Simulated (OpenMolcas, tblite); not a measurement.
C2H5ClSi (SMILES ClC1C[SiH2]1): methods side by side

C2H5ClSi has 9 atoms, charge 0, and is taken as a singlet. SMILES: `ClC1C[SiH2]1`. The coordinates come from a PBE0-D4/def2-TZVP relaxation.

```xyz
9

Cl   -0.6102   -0.4166   -2.2543
C    -0.4426    0.3735   -0.6899
C     0.9304    0.3051   -0.0143
Si   -0.4175   -0.5751    0.9039
H    -0.8996    1.3566   -0.7145
H     1.6593   -0.3223   -0.5182
H     1.3457    1.2489    0.3241
H    -0.4528   -2.0481    0.8387
H    -1.0239    0.0318    2.1073
```

Each level gives the energy change with the C2–H5 bond stretched from 1.084 to 1.410 Å (eV). The values are calculated.

```csv
level,kind,program,value (eV),less CCSD(T)/def2-SVP,CPU time (all runs)
GFN2-xTB,semi-empirical,tblite,0.87,-0.08,under 2 s
IPEA1-xTB,semi-empirical,tblite,1.28,+0.33,under 2 s
HF/def2-SVP (unrestricted),Hartree–Fock,OpenMolcas,1.15,+0.20,13 s
SVWN5/def2-SVP (restricted),LDA,OpenMolcas,0.85,-0.10,29 s
revPBE/def2-SVP (restricted),GGA,OpenMolcas,0.85,-0.10,47 s
TPSS/def2-SVP (restricted),meta-GGA,OpenMolcas,0.90,-0.05,66 s
BHLYP/def2-SVP (restricted),global hybrid,OpenMolcas,1.07,+0.12,43 s
B2PLYP/def2-SVP (restricted),double hybrid,OpenMolcas,0.98,+0.03,36 s
MP2/def2-SVP (restricted),perturbation theory,OpenMolcas,1.00,+0.05,11 s
CCSD(T)/def2-SVP (restricted),coupled cluster or CI,OpenMolcas,0.95,0.00,74 s
```

Differences are taken from CCSD(T)/def2-SVP (restricted) for orientation; it has basis-set and higher-order errors of its own. The first shape isn't each level's own minimum. The values span 0.85 to 1.28 eV. Times are those of the runs behind each value, whatever else they computed, on shared processors of several kinds: orders of magnitude only.

Stretching the C–H bond costs about as much in most of the correlated and density-functional treatments as in coupled cluster, while Hartree–Fock makes the bond too stiff. As the bond lengthens, the σ and σ* orbitals move closer in energy and left-right correlation grows, so the stretched structure gains more from correlation than the compact one; its absence probably accounts for the steep Hartree–Fock rise. MP2 recovers most of this effect, bringing 1.15 eV down to 1.00 eV, against 0.95 eV for CCSD(T).

The semilocal functionals err slightly the other way, and going from LDA to GGA changes nothing at the printed precision. BHLYP lies above the reference and B2PLYP close to it. The two tight-binding models differ markedly: GFN2-xTB stays near coupled cluster, whereas IPEA1-xTB gives the largest value of all, so semi-empirical character alone doesn't determine the error. At this moderate extension the bond is still far from broken, and the ranking needn't carry over to homolytic dissociation, where static correlation becomes dominant.
